**Question**

The table compares ways of computing the atomization energy of the radical BH₄, the energy needed to pull it apart into one boron and four hydrogen atoms. Full configuration interaction (FCI), exact for the valence electrons within the chosen basis, is the reference. A negative error means that a level binds the molecule too weakly. The basis is small and has no polarization functions, so the errors judge the methods and not the strength of the real bonds.

Atomization energy of BH₄ (neutral doublet) without zero-point energy, computed with Ansatz 0.2.0 and the in-house AFQMC program afq 1. The basis is 6-31G, the boron 1s core is frozen, and the molecule is described from a UHF determinant at its PBE0/def2-TZVP geometry.

```
         level  this level less the reference (FCI, same basis) (meV)  statistical noise, one standard error (meV)
            HF                                                -1434.0                                        0.000
           MP2                                                 -165.0                                        0.000
          CCSD                                                  -47.0                                        0.000
       CCSD(T)                                                  -12.0                                        0.000
   ph-AFQMC/HF                                                   83.0                                       21.000
 ph-AFQMC/CISD                                                   -2.0                                        2.000
released AFQMC                                                   -3.0                                        2.000
    free AFQMC                                                    2.0                                        3.000
```

In the labels, ph-AFQMC is a random walk of determinants held in check by the phaseless constraint, and the name after the stroke is the trial wave function that steers it. In released AFQMC the constraint is let go after a constrained walk, and free AFQMC has no constraint. The same calculations give the total energy of BH₄ itself. It lies above FCI by 2587 meV with HF, 695 meV with MP2, 60 meV with CCSD and 40 ± 19 meV with ph-AFQMC/HF.

(a) How much of each of these four errors comes from the molecule, and how much from the atoms?
(b) Why does ph-AFQMC/HF err in the opposite direction to HF, MP2 and CCSD?
(c) How could the failures of MP2 and ph-AFQMC/HF be noticed without FCI?

**Model answer**

(a) The atomization energy is the energy of the atoms less that of the molecule. Its error is therefore the atoms' excess over FCI less the molecule's excess, and the atoms' excess follows by adding the molecule's excess to the error in the table. For MP2 this is −165 + 695 = 530 meV. A hydrogen atom has one electron and so no correlation energy, which leaves the whole amount to boron.

The modest MP2 error is thus the remainder of two large ones. The same sum gives boron an excess of 1153 meV with HF and 13 meV with CCSD. With ph-AFQMC/HF it gives about 123 meV, with a noise of roughly 9 meV, three times the excess of the molecule. The failure of this level sits mainly in the free atom.

(b) HF leaves out electron correlation, and the molecule has more of it to lose. Boron has one valence pair and a single electron, while BH₄ has three pairs and a single electron. Suppose that each of the two added pairs costs as much correlation energy as the valence shell of boron. The HF error should then be −2 × 1153 = −2306 meV, against −1434 meV in the table.

Counting pairs gets the sign right but makes the error 1.6 times too large. The valence shell of boron is evidently richer in correlation than a bond pair added to it. The standard explanation is near-degeneracy. In the free atom two 2p orbitals are empty and lie close above the filled 2s orbital, so the 2s pair spends part of its time in them. In BH₄ the 2p orbitals take part in the bonds, and the empty orbitals that remain lie higher. The small basis may widen the gap, because without polarization functions it captures less of the correlation in a bond.

MP2 treats such mixing only to second order, which works best when the mixing is weak. It finds 73% of the correlation energy in BH₄ but only 54% in boron. Yet BH₄ has so much more correlation energy that its leftover is still the larger in absolute terms, and MP2 underbinds. CCSD lets the pair excitations act on one another to all orders, which removes most of the error in both species.

What CCSD still lacks is mainly the joint motion of three electrons. BH₄ offers more such triples than boron with its three valence electrons, so CCSD underbinds too. The perturbative correction in CCSD(T) recovers about three quarters of the triples energy in the molecule. The part left over keeps the error negative, at −12 meV.

The constrained walk fails for another reason. Its walkers acquire complex phases, which would drown the signal in noise, and the constraint suppresses them by comparing each walker with the trial function. An exact trial would bring no bias. A single determinant leaves out the 2s–2p mixing, and this is the likely reason why it guides the walk worse in the boron atom than in BH₄. The calculations don't prove it: the leading determinant carries about 94% of the weight in BH₄, but the matching figure for boron isn't given. On this reading the error follows the quality of the trial and not the number of electron pairs: the atom comes out too high by more than the molecule does, and the molecule seems too strongly bound.

(c) For MP2, the total energies give the warning. From MP2 to CCSD the atomization energy rises by only 118 meV, while the energy of the molecule falls by 695 − 60 = 635 meV. A level whose total energy is still moving so far owes its fair result to cancellation.

For ph-AFQMC/HF, the test is to change the trial. Replacing the single determinant by a CISD function, which contains pair excitations, lowers the atomization energy by 85 meV, about four times the noise. The error bar gives no such warning, because it measures the scatter of the walk and not the bias of its constraint.

**Remarks on the reasoning**

The split in part (a) is the decisive step. Someone who looked only at the molecule would find ph-AFQMC/HF slightly better than CCSD, though the two can't be told apart within the noise. An excess in the molecule alone would also make the binding too weak, the opposite of what the table shows. Only the atom explains the sign.

The pair count is useful because it fails. It contains no fitted number, and its overshoot shows that the correlation energy of boron can't simply be carried over to each new pair. That 2s–2p mixing is the reason rests on the known electronic structure of boron; the subtraction finds the place of the error, not its cause.

A good answer also asks whether +83 meV could be chance. The noise estimate for the BH₄ run still grows when longer stretches of the walk are averaged, so the printed 21 meV may be too small. With the larger estimate the error remains about three times the noise. Its sign is therefore probably right, its exact size less certain.

The same reasoning gives a first guess for related molecules: a walk steered by one determinant may overbind where the free atom has a strongly mixed valence shell and the molecule doesn't. With the CISD trial the error is −2 ± 2 meV, so pair excitations in the trial are enough here. That trial contains all of them, however, and the table leaves open whether the few that move boron's 2s pair into the empty 2p orbitals would have done nearly as well.
